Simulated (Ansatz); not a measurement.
# Ligand exchange: Si(CH3)2Cl2 + CH2Cl2 → Si(CH3)Cl3 + C2H5Cl

Species: Si(CH3)2Cl2 (dichlorodimethylsilane), singlet; CH2Cl2 (dichloromethane) `ClCCl`, singlet; Si(CH3)Cl3 (methyltrichlorosilane), singlet; C2H5Cl `CCCl`, singlet. The partners trade CH3 for Cl: Si–CH3 and C–Cl bonds give way to Si–Cl and C–CH3.

Shapes, held fixed at every level: PBE0-D4/def2-TZVP. Programs: Ansatz 0.2.0. The zero-point and thermal change to 298 K, harmonic and unscaled (PBE0-D4/def2-TZVP), is +5.0 kJ/mol.

(1) Estimate ΔH(298 K) of this reaction.

Results:

(1) The highest level, CCSD(T)/CBS estimate, gives ΔH(298 K) = -122.2 kJ/mol; the levels span -139.4 to -116.2. The column of differences is taken from that level and isn't an error. No measured value is set beside it here. The CBS estimate extrapolates MP2 from def2-TZVPP and def2-QZVPP and adds CCSD(T) − MP2 in the triple-zeta set, cores frozen. Times are processor times on shared x86 and Arm servers, and rough.

```tsv
level	kind	ΔH(298 K) (kJ/mol)	less CCSD(T)/CBS estimate	CPU time (sum over the molecules)
HF/def2-SVP	Hartree–Fock	-139.4	-17.2	–
SPW92/def2-TZVPP	LDA	-116.2	+6.0	15 s
PBE0-D4/def2-TZVPP	global hybrid	-120.0	+2.2	42 s
wB97X-V/def2-TZVPP	range-separated hybrid	-120.5	+1.7	91 s
B2PLYP/def2-TZVPP	double hybrid	-121.7	+0.5	57 s
CCSD/def2-SVP	coupled cluster or CI	-133.3	-11.1	–
CCSD(T)/CBS estimate	coupled cluster or CI	-122.2	0.0	26 min
```

The exchange is strongly exothermic at every level, so its direction does not depend on the treatment of correlation. The driving force is the pairing of partners. Silicon, much more electropositive than carbon, gains a strong, highly polar Si–Cl bond in place of Si–CH3, while carbon gives up a comparatively weak C–Cl bond for a C–C bond. The vibrational and thermal term opposes the reaction but is small beside the electronic gain.

Bond count is conserved but bond type is not, so errors cancel only in part. The two hybrids and the double hybrid nevertheless stay within 2.2 kJ/mol of the highest level, and even the LDA is only 6.0 kJ/mol away. The two outliers, Hartree–Fock and CCSD, both exaggerate the exothermicity and share the small def2-SVP basis, which probably accounts for much of the CCSD deviation. With equal numbers of gas molecules on both sides, entropy should alter the balance little, but the favourable enthalpy says nothing about the barrier to exchange.
